**Question: why does filling d3/2 first always win, and can that order be trusted?**

I am looking at Dirac-Coulomb Hartree-Fock results for the 3+ ions of the 3d and 4d series. Each ion is computed twice. One run averages over all states of the dⁿ configuration (the nl average), and the other puts the electrons into d3/2 first and averages only over the states of that jj configuration.

Spherical 3+ ions at the basis-set limit, computed with B-spline radial code 1 in Dirac-Coulomb Hartree-Fock with a Fermi nucleus, averaged over the nl configuration or over the jj configuration that fills j = l − 1/2 first. ζ = (α²/2)<(1/r) dV/dr>, without exchange, and F2 are from non-relativistic Hartree-Fock with a configuration average and a point nucleus.

```
species   Z  electrons  configuration  jj occupations of the open shell  E(low j first) − E(nl average) (eV)  Σ<r²>: low j first/nl average − 1 (%)  ζ of the open shell, non-rel. (eV)  F2 of the open shell, non-rel. (eV)
   Ti3+  22         19       [Ar] 3d1                          (3d3/2)1                             -0.03043                                  -0.02                             0.02372                                9.503
    V3+  23         20       [Ar] 3d2                          (3d3/2)2                              -0.2363                                  -0.09                             0.03194                                10.17
   Cr3+  24         21       [Ar] 3d3                          (3d3/2)3                              -0.6558                                  -0.18                             0.04195                                10.82
   Mn3+  25         22       [Ar] 3d4                          (3d3/2)4                               -1.327                                  -0.28                             0.05396                                11.46
   Fe3+  26         23       [Ar] 3d5                 (3d3/2)4 (3d5/2)1                               -1.040                                  -0.18                             0.06822                                12.09
   Co3+  27         24       [Ar] 3d6                 (3d3/2)4 (3d5/2)2                              -0.7734                                  -0.11                             0.08499                                12.72
   Ni3+  28         25       [Ar] 3d7                 (3d3/2)4 (3d5/2)3                              -0.5322                                  -0.06                              0.1045                                13.34
   Cu3+  29         26       [Ar] 3d8                 (3d3/2)4 (3d5/2)4                              -0.3210                                  -0.03                              0.1271                                13.95
   Zn3+  30         27       [Ar] 3d9                 (3d3/2)4 (3d5/2)5                              -0.1431                                  -0.01                              0.1530                                14.56
   Zr3+  40         37       [Kr] 4d1                          (4d3/2)1                             -0.08917                                  -0.10                             0.06792                                6.916
   Nb3+  41         38       [Kr] 4d2                          (4d3/2)2                              -0.3388                                  -0.20                             0.08621                                7.410
   Mo3+  42         39       [Kr] 4d3                          (4d3/2)3                              -0.7796                                  -0.29                              0.1070                                7.886
   Tc3+  43         40       [Kr] 4d4                          (4d3/2)4                               -1.443                                  -0.38                              0.1305                                8.349
   Ru3+  44         41       [Kr] 4d5                 (4d3/2)4 (4d5/2)1                               -1.242                                  -0.26                              0.1570                                8.801
   Rh3+  45         42       [Kr] 4d6                 (4d3/2)4 (4d5/2)2                               -1.027                                  -0.18                              0.1866                                9.244
   Pd3+  46         43       [Kr] 4d7                 (4d3/2)4 (4d5/2)3                              -0.7991                                  -0.11                              0.2196                                9.679
   Ag3+  47         44       [Kr] 4d8                 (4d3/2)4 (4d5/2)4                              -0.5542                                  -0.07                              0.2562                                10.11
   Cd3+  48         45       [Kr] 4d9                 (4d3/2)4 (4d5/2)5                              -0.2894                                  -0.03                              0.2967                                10.53
```

The low-j filling is lower in every row, and I took this for plain spin-orbit coupling. But Mn3+ and Tc3+ gain nearly the same energy although ζ of Tc3+ is more than twice as large. What sets the order, how safe is it against what the method leaves out, and is the low-j filling the ground state?

**Answer**

Four sizes organise the table. The spin-orbit parameter ζ is a few hundredths to a few tenths of an eV. The Slater integral F2, which measures the quadrupole part of the d-d repulsion, is about 10 eV. The energy difference in question runs from a few hundredths of an eV to about 1.4 eV, and Hund's-rule stabilisation near mid-shell is several eV. The low-j filling is lower than the nl average for two reasons that add, and spin-orbit coupling is only one of them.

The quantity E(low j first) − E(nl average) compares two averages, so it is neither a fine-structure splitting nor the depth of the ground level. The jj side is a single level only for d1, d3, d4, d5 and d9, where each subshell is empty, full, or one electron away from it; at d4 the d3/2 subshell is closed and J = 0. The summed mean square radius Σ<r²> shrinks by less than 0.4 % on going to the jj filling, most at d4 in both series. The orbitals therefore hardly change, and first-order counting with fixed orbitals is a fair model.

The spin-orbit part is electron counting. A d3/2 electron has energy −3ζ/2 and a d5/2 electron +ζ, so a electrons in d3/2 and b in d5/2 give ζ(−3a/2 + b). In the nl average the four low and six high places are equally likely and the sum vanishes. For d1 to d9 the low-j filling gains 1.5, 3, 4.5, 6, 5, 4, 3, 2 and 1 times ζ. The table shows that this alone falls short in every row from d2 to d8: for Mn3+, 6ζ is 0.324 eV against a computed 1.327 eV.

The second part is electron repulsion, and it would survive with relativity switched off. The mean repulsion of a pair depends on the angular shapes of the subshells it occupies. For the whole d shell it is F0 − (2/63)(F2 + F4), with F0 the spherical and F4 the next multipole integral, whereas a pair within d3/2 has F0 − F2/15 and no F4 term. The difference of the two is −u, with

u = (11F2 − 10F4)/315.

The same angular algebra gives +u/2 for a mixed pair and −0.4u for a pair within d5/2. These shifts cancel over the 6, 24 and 15 pairs of a full shell, as they must. Counting pairs,

ΔE = ζ(−3a/2 + b) − u[a(a−1)/2 − ab/2 + 0.2b(b−1)],

and the bracket is 0, 1, 3, 6, 4, 2.4, 1.2, 0.4 and 0 for d1 to d9. Both counts peak when d3/2 closes. But ζ grows along each series, so the unscaled spin-orbit part hardly changes from d4 to d5: it goes from 0.324 to 0.341 eV in 3d and from 0.783 to 0.785 eV in 4d. What puts the minimum at d4 is the repulsion part, which falls from 6u to 4u because the next electron brings four mixed pairs.

The d1 and d9 rows have no repulsion part and test ζ directly. There the computed gain is smaller than the counting predicts, by a factor that rises from 0.855 (Ti3+) to 0.935 (Zn3+) and from 0.875 (Zr3+) to 0.975 (Cd3+). The tabulated ζ is non-relativistic and omits exchange, and either could be responsible; their shares are untested here. The model takes this factor as a scale on ζ, interpolated linearly in n, so these four rows agree by construction.

One ratio F4/F2 per series was then fitted by least squares to the seven rows d2 to d8, giving 0.622 for 3d and 0.640 for 4d. For Mn3+, which was in the fit and carries the largest weight:

- scale on ζ: 0.855 + (3/8)(0.935 − 0.855) = 0.885
- spin-orbit part: −6 × 0.885 × 0.05396 = −0.287 eV
- u = 11.46 × (11 − 6.22)/315 = 0.174 eV, repulsion part −6u = −1.04 eV
- sum −1.33 eV, table −1.327 eV

The fit leaves about 0.002 eV rms in each series and 0.0035 eV at worst (Tc3+), somewhat more than the 0.001 eV that rounding allows. The scale on ζ and the fitted ratio partly trade against each other, so the ratio is not a determination of F4. A check without fitting exists for 4d, where the Rh3+ run gives 0.658 for the ratio of the k = 4 to the k = 2 integral between the two subshells. With that ratio and the unscaled ζ, the model is too deep by 3 % of the table value from Tc3+ to Cd3+, and by 14 % at Zr3+, where the whole error is that of ζ.

This split resolves the Mn/Tc puzzle. From Mn3+ to Tc3+, ζ grows by a factor 2.42, while F2 falls to 0.73 of its value because the 4d orbital is more diffuse. In the model, repulsion supplies about four fifths of the lowering in Mn3+ and half in Tc3+, so the gain in one part is largely paid for by the other and the totals differ by a factor of only 1.09. At d1 and d9 there is no repulsion part to compensate, and the 4d ion gains about three and two times as much as the 3d ion.

The order of the two competitors is safe, and theory gives the reason. Both parts are negative if ζ > 0 and u > 0. The second condition fails only for F4/F2 above 1.1, while F4 is always below F2, because its radial kernel is that of F2 multiplied by the square of the smaller radius over the larger. Letting the jj orbitals relax from those of the nl run then lowers the jj side further.

The Coulomb Hamiltonian omits the magnetic electron-electron interaction. The same runs give its Gaunt part for both averages, and it works against the low-j filling in all eighteen ions. The shift is +0.036 eV in Mn3+. It takes away about 13 % of the lowering in Ti3+, where that lowering is small and all spin-orbit, and between 2 and 7 % in the other ions. Correlation is absent as well. It is known to screen the bare F2, which would shrink u and make the mid-shell 3d values less deep, but the spin-orbit part would remain, so the size is less secure than the sign.

The order does reverse in a neighbouring shell, by the same algebra. In a p shell the mean pair energy is F0 − (2/25)F2, while a pair in p1/2 is spherical and has F0 alone. Filling p1/2 first thus costs (2/25)F2 at p², against a spin-orbit gain of 2ζ, so it lies above the nl average wherever ζ is below F2/25, as in light atoms. A 5d series keeps the d coefficients, and so the sign, but its larger ζ carries the shift seen from 3d to 4d further towards the spin-orbit part. The turn at d4 is less certain there, since it rests on the repulsion part.

Being below the average does not make this filling the lowest jj configuration. Applied to all other fillings of d2 to d8, the formula puts each above the low-j one, by 0.2 eV or more except in Co3+. There the closed subshell (d5/2)⁶ has +6ζ − 6u against −4ζ − 2.4u, a gap of 10ζ − 3.6u, which the model puts at only 0.08 eV. It changes sign when u/ζ exceeds 2.78, and Co3+ stands at 2.51 with the scaled ζ.

A 10 % cut in ζ would therefore flip Co3+. The Gaunt shift between the low-j filling and the nl average of Co3+ is about 0.03 eV, or 10 % of the spin-orbit part. If it acts as a plain cut in ζ, it brings the two fillings about level, while screening of F2 favours the low-j one. The order of these two jj configurations in Co3+ is open. The 4d ions, with u/ζ of 1.4 and below, are far from such a crossing.

Nor is the low-j filling the ground state for d2 to d8. The repulsion mixes jj configurations, and the lowest level of the full dⁿ problem lies below any configuration average. A frozen-orbital Slater estimate of the depth uses the spin-pairing formula, in which states of total spin S lie at D[n(10−n)/12 − S(S+1)] relative to the nl average, with D = (5/84)(F2 + F4) and the fitted ratios. For Mn3+ the S = 2 term comes out about 4.4 eV below the nl average and 3.1 eV below the closed d3/2 subshell.

The margin over the low-j filling is largest at d5, near 7 eV in Fe3+ and 4.5 eV in Ru3+, which places the mid-shell ions close to LS coupling. It is smallest in Nb3+ and Ag3+, about 0.1 eV, so there the estimate alone cannot settle the sign, and the mixing argument above has to. For d2, d3, d7 and d8 the estimate averages the F and P terms of highest spin and omits their spin-orbit splitting, so the ground level lies deeper than it says. Only for d1 and d9 is the low-j row itself the lowest level of the configuration.
